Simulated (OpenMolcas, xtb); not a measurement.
# A ladder of methods for BSiH3S (SMILES B1[SiH2]S1)

BSiH3S has 6 atoms, charge 0, and is taken as a singlet. As SMILES, `B1[SiH2]S1`. Geometry: relaxed at GFN2-xTB.

Each level gives the dipole moment (D). The values are calculated.

| level | kind | program | value (D) | CPU time |
| --- | --- | --- | --- | --- |
| GFN2-xTB | semi-empirical | xtb | 3.43 | under 2 s |
| GFN0-xTB | semi-empirical | xtb | 5.45 | under 2 s |
| GFN1-xTB | semi-empirical | xtb | 2.12 | under 2 s |
| HF/STO-3G | Hartree–Fock | OpenMolcas | 1.76 | 2 s |
| HF/3-21G | Hartree–Fock | OpenMolcas | 3.03 | 2.1 s |
| HF/def2-SVP | Hartree–Fock | OpenMolcas | 2.09 | 3.9 s |
| B3LYP/6-31G* (spherical functions) | global hybrid | OpenMolcas | 1.50 | 16 s |
| B3LYP/6-31G* (Cartesian functions) | global hybrid | OpenMolcas | 1.50 | 16 s |
| PBE0/def2-SVP | global hybrid | OpenMolcas | 1.35 | 16 s |
| PBE0/def2-SVPD | global hybrid | OpenMolcas | 1.39 | 35 s |

The values span 1.35 to 5.45 D. Sets without polarisation functions give poor dipoles. Without the sets that lack polarisation functions the rows with a basis span only 1.35 to 2.09 D. Times are those of the runs behind each value, whatever else they computed, on shared processors of several kinds: orders of magnitude only.

The hybrid functionals agree on a moderately polar ring, with moments between 1.35 and 1.50 D. Adding diffuse functions to PBE0/def2-SVP shifts the value only to 1.39 D, so the outer tail of the density matters little here. The choice of electronic treatment matters more: in the same def2-SVP basis, Hartree–Fock gives 2.09 D against 1.35 D for PBE0, probably because mean-field exchange without correlation exaggerates the charge separation in the polar bonds.

Such sensitivity fits the bonding. Sulfur draws σ density from electropositive silicon, while its lone pair can donate back into the formally empty p orbital on boron, so the net moment is a balance of opposing shifts. The semi-empirical models do not settle that balance, and GFN1-xTB's 2.12 D matches Hartree–Fock rather than the hybrids. The HF/STO-3G value of 1.76 D lies nearer the hybrids than HF/def2-SVP does, which suggests cancelling errors rather than a better density. Magnitudes alone do not reveal the dipole's direction, so the σ and π contributions remain unseparated.
